Eight electrons in a d shell leave two holes, and two holes can be placed in ten spin-orbitals in 10 × 9/2 = 45 ways. These group into five terms, written ²ˢ⁺¹L with total spin S and total orbital momentum L: ³F (21 states), ¹D (5), ³P (9), ¹G (9) and ¹S (1). Coupling L and S to the total momentum J gives nine levels, the first nine rows. Their spacings come from the repulsion within one shell and scale together with the inverse size of the 4d orbital, so a single energy nearly fixes them all.

These numbers are a configuration-interaction result in the non-relativistic limit, without spin-orbit coupling. They give term positions, not the observable levels of In⁵⁺, whose ³F term would spread over several thousand cm⁻¹ (a rough, recalled size). The spacings also contain the imposed factor 0.85, which was chosen on measured levels.

Levels of In5+ from radial Dirac CI 1: Dirac-Coulomb CI in the non-relativistic limit (c times 1000), with 16 configurations mixed above a closed [Ar] 3d10 core. Exchange-only KLI orbitals are optimised for each configuration, valence Slater integrals are scaled by 0.85, and a P86 correlation energy is added to each configuration. Energies are counted from the lowest level.

| level configuration | level term | J | level energy (cm⁻¹) | weight of the leading LS term (%) | weight of the leading jj term (%) |
| --- | --- | --- | --- | --- | --- |
| 4s2 4p6 4d8 | 3F | 4 | 0.0 | 99 | 79 |
| 4s2 4p6 4d8 | 3F | 3 | 0.0 | 99 | 99 |
| 4s2 4p6 4d8 | 3F | 2 | 0.0 | 99 | 67 |
| 4s2 4p6 4d8 | 1D | 2 | 12504.1 | 99 | 48 |
| 4s2 4p6 4d8 | 3P | 2 | 15032.3 | 99 | 50 |
| 4s2 4p6 4d8 | 3P | 1 | 15032.3 | 99 | 99 |
| 4s2 4p6 4d8 | 3P | 0 | 15032.3 | 99 | 60 |
| 4s2 4p6 4d8 | 1G | 4 | 20769.9 | 99 | 79 |
| 4s2 4p6 4d8 | 1S | 0 | 50462.3 | 99 | 60 |
| 4s2 4p6 4d7 5s | 5F | 5 | 239903.1 | 100 | 48 |
| 4s2 4p6 4d7 5s | 5F | 4 | 239903.1 | 100 | 74 |
| 4s2 4p6 4d7 5s | 5F | 3 | 239903.1 | 100 | 55 |
| 4s2 4p6 4d7 5s | 5F | 2 | 239903.1 | 100 | 59 |
| 4s2 4p6 4d7 5s | 5F | 1 | 239903.1 | 100 | 36 |

**The ³F rows.** All three lie at 0.0, so their printed order carries no meaning; that ³F is lowest is Hund's rule. Without spin-orbit coupling L and S are exact, so each state is a pure term by construction; the LS weight of 99 % says that about 1 % belongs to other configurations with the same L and S. The jj weight is the largest share of one distribution of the holes over d₅/₂ and d₃/₂, and for a pure LS state it is angular-momentum algebra. A hole with projection mₗ has weight (3 + mₗ)/5 in j = 5/2 if its spin is up and (3 − mₗ)/5 if down. ³F₄ with maximal projection is one determinant, mₗ = 2 and 1, both up. Both holes are in d₅/₂ with weight 1 × 4/5 = 80 %, and 80 × 0.99 = 79.2 against the table's 79. Two holes of equal j allow only even J, so ³F₃, like ³P₁, has one hole in each subshell. Its 99 % is forced and says nothing of spin-orbit strength.

**¹D to ¹S.** With the Slater integrals F² and F⁴ of the 4d orbital, the Racah parameters are B = F²/49 − 5F⁴/441 and C = 35F⁴/441. Above ³F, single-configuration theory gives ¹D = 5B + 2C, ³P = 15B, ¹G = 12B + 2C and ¹S = 22B + 7C. The ratio C/B depends only on F⁴/F², that is on the orbital's shape; a hydrogenic 4d has F⁴/F² = 0.685 and C/B = 4.30. Rounding to C = 4B gives the rule 13 : 15 : 20 : 50 in units of B; the rounding is not neutral, since a free fit to this table gives C/B = 3.93. The formulas place ¹D below ³P whenever C < 5B, as in the table.

Take ³P as anchor, since it needs no C: B = 15032.3/15 = 1002.2 cm⁻¹. Then ¹G = 20B = 20043 cm⁻¹, which is 727 cm⁻¹ or 3.5 % below the table's 20769.9. ¹G was not used in fixing B, and ³P is exact by construction. ¹D comes out 4.2 % high and ¹S 0.7 % low, both relative to the table. The jj weight of ¹G₄ follows from mₗ = 2 up and mₗ = 2 down: the second hole is 1/5 in d₅/₂ and 4/5 in d₃/₂, giving again 79.2 against 79. ¹S₀ shares out by the count of states, 6/10 in d₅/₂. Over the nine rows the full recoupling misses by at most 0.6 points, which the rounding of both weight columns covers.

The energy misses, hundreds of cm⁻¹ against a rounding of 0.05, are real. Freeing C does not cure them: the best pair leaves ¹D 4.8 % high. No pair can, because (¹G − ¹D)/³P must equal 7/15 = 0.467 and the table gives 8265.8/15032.3 = 0.550. Adding a term αL(L+1) spends three constants on four energies and still leaves ¹D 3.3 % high.

Further output of the same calculation, for higher 4d⁷5s levels, shows the same algebra working well there: (³H − ³G)/(⁵P − ⁵F) is 0.336 against 1/3. ³H and ³P, degenerate in theory if that ³P has a ²P parent, lie 21 cm⁻¹ apart, where the fitted α would demand about 1400. Those levels give B = 1030 cm⁻¹ and C/B = 4.23. Carried to 4d⁸, these values put ¹D 10.9 % and ¹S 5.3 % too high, but ³P only 2.8 % and ¹G 1.5 %. Part of the excess is expected, because the 4d orbital is optimised separately for each configuration and should be somewhat tighter in 4d⁷5s; for the larger excess of ¹D and ¹S, symmetry suggests a reason. 4p⁴4d¹⁰ can mix only with ³P, ¹D and ¹S, and 4s 4d⁹ only with ¹D, and a higher configuration pushes its partner down. The pattern fits, but other listed configurations reach all five terms, so the assignment remains a guess; the size of such shifts also depends on a configuration list cut by a size budget and on the neglected overlaps between orbital sets. If it is right, C = 4B succeeds partly by absorbing this lowering. The correlation estimate is one shift per configuration and splits no terms.

Slater's screened charge, put into a hydrogenic 4d orbital, cannot replace the anchor. His rules give an effective charge of 49 − 36 − 7 × 0.35 = 10.55 and a scaled hydrogenic B of 537 cm⁻¹, 46 % below the anchored value; matching it needs a charge near 20. Part of the reason is likely that the rules count the eight 4s and 4p electrons as lying wholly inside 4d, while in fact these shells overlap strongly. That cannot be all of it: with no screening by those eight at all, the charge would rise only to 18.55, still short of the 19.7 needed. The real 4d orbital also penetrates the inner core, where it feels a larger charge, and so does not have the shape of a hydrogenic orbital with one fixed charge.

**The ⁵F rows.** At 239903.1 cm⁻¹, 4.8 times ¹S, the energy rule ends. The 4d → 5s gap is a difference of configuration energies, with no formula in B and C, and it depends on the correlation estimate and the neglected orbital overlaps. The run gives no error bar for it. In the data makers' tests on other systems, configurations were misplaced by up to about 7 % of their energy; the same share here would be some 17,000 cm⁻¹, a rough guide and not a result for In⁵⁺. Only 16 configurations are included, so lower levels from unlisted ones can also be missing. The jj rule carries on. ⁵F₅ has three d holes, mₗ = 2, 1, 0, with parallel spins: 1 × 4/5 × 3/5 = 48 %, as tabulated, just ahead of 44 % for two holes in d₅/₂. Lower J are sums of determinants and need the full recoupling, which matches within 0.2 points when the jj term is read as a subshell occupation. The output printed below gives each row.

The pattern 13 : 15 : 20 : 50 and the leading weights of the first nine rows should carry over roughly to d², with electrons in place of holes, and to other d⁸ ions in the same limit, though only this ion was tested and C/B and the configuration mixing vary from ion to ion. The main change is in B: up along the isoelectronic row as 4d contracts, down for a more diffuse 5d shell. With spin-orbit coupling restored, ³F₄ becomes lowest in d⁸ (³F₂ in d²), levels of equal J such as ³F₂, ¹D₂ and ³P₂ mix, and the weights move away from LS purity, at like charge least in 3d⁸ and most in 5d⁸. In In⁵⁺ itself the spin-orbit spread, if the recalled size given above is right, exceeds the ¹D–³P gap of 2528 cm⁻¹, so the rule already loses its hold on the individual J = 2 levels.

Output of the analysis:

```
max spread over J in a term 0.0 cm-1; rounding floor 0.05 cm-1, weights 0.5 points
table energy / B(3P): 1D 12.48 (rule 13), 3P 15.00 (rule 15), 1G 20.73 (rule 20), 1S 50.35 (rule 50)
rule C=4B, B from 3P = 1002.2 cm-1: model (resid cm-1, %)
  1D 13028 (+524, +4.2%); 3P 15032 (+0, +0.0%); 1G 20043 (-727, -3.5%); 1S 50108 (-355, -0.7%)
rule C=4B, least squares B = 1009.9 cm-1
  1D 13128 (+624, +5.0%); 3P 15148 (+116, +0.8%); 1G 20198 (-572, -2.8%); 1S 50494 (+32, +0.1%)
free B=1019, C=4003 cm-1, C/B=3.93
  1D 13102 (+598, +4.8%); 3P 15287 (+255, +1.7%); 1G 20236 (-534, -2.6%); 1S 50444 (-18, -0.0%)
B=1035, C=4020, alpha=50 cm-1 (3 constants, 4 energies)
  1D 12917 (+413, +3.3%); 3P 15032 (+0, +0.0%); 1G 20863 (+93, +0.4%); 1S 50318 (-145, -0.3%)
1G-1D = 8265.8 cm-1, /7 = 1181; (1G-1D)/3P = 0.550, theory 0.467
hydrogenic 4d: F2=0.0216 Z hartree, F4/F2=0.685, C/B=4.30
Slater Zeff 10.55: 0.85B=537 cm-1 (-46% vs B(3P)); Zeff needed 19.7
left out: 4d7 5s 5F at 239903 cm-1 = 239 B, 4.8 x 1S; no B,C formula
further output 4d7 5s: 5P-5F=15450.9, B=1030 (+2.8% vs d8), C=4356, C/B=4.23
  (3H-3G)/(5P-5F)=0.336, theory 0.333; 3H-3P=20.6, theory 0, 28 alpha=1396
  3F-5F=10325.0, 1G-3G=5109.1 cm-1, ratio 2.021, theory 2
d8 terms from the 4d7 5s B, C (no refit)
  1D 13862 (+1358, +10.9%); 3P 15451 (+419, +2.8%); 1G 21072 (+302, +1.5%); 1S 53151 (+2689, +5.3%)
jj %: term J | weights for 0,1,2.. holes in d5/2 | largest x LS weight | table | diff
  3F4 | 0.0 20.0 80.0 | 79.2 | 79 | +0.2
  3F3 | 0.0 100.0 0.0 | 99.0 | 99 | +0.0
  3F2 | 67.2 25.6 7.2 | 66.5 | 67 | -0.5
  1D2 | 28.0 24.0 48.0 | 47.5 | 48 | -0.5
  3P2 | 4.8 50.4 44.8 | 49.9 | 50 | -0.1
  3P1 | 0.0 100.0 0.0 | 99.0 | 99 | +0.0
  3P0 | 60.0 0.0 40.0 | 59.4 | 60 | -0.6
  1G4 | 0.0 80.0 20.0 | 79.2 | 79 | +0.2
  1S0 | 40.0 0.0 60.0 | 59.4 | 60 | -0.6
  5F5 | 0.0 8.0 44.0 48.0 | 48.0 | 48 | +0.0
  5F4 | 0.0 18.0 74.0 8.0 | 74.0 | 74 | +0.0
  5F3 | 0.0 54.8 40.4 4.8 | 54.8 | 55 | -0.2
  5F2 | 13.4 58.9 21.9 5.8 | 58.9 | 59 | -0.1
  5F1 | 33.6 36.0 27.2 3.2 | 36.0 | 36 | -0.0
hand rule (3+ml)/5: 3F4 80%, 5F5 48%; worst diff d8 0.6, d7 5s 0.2 points
```
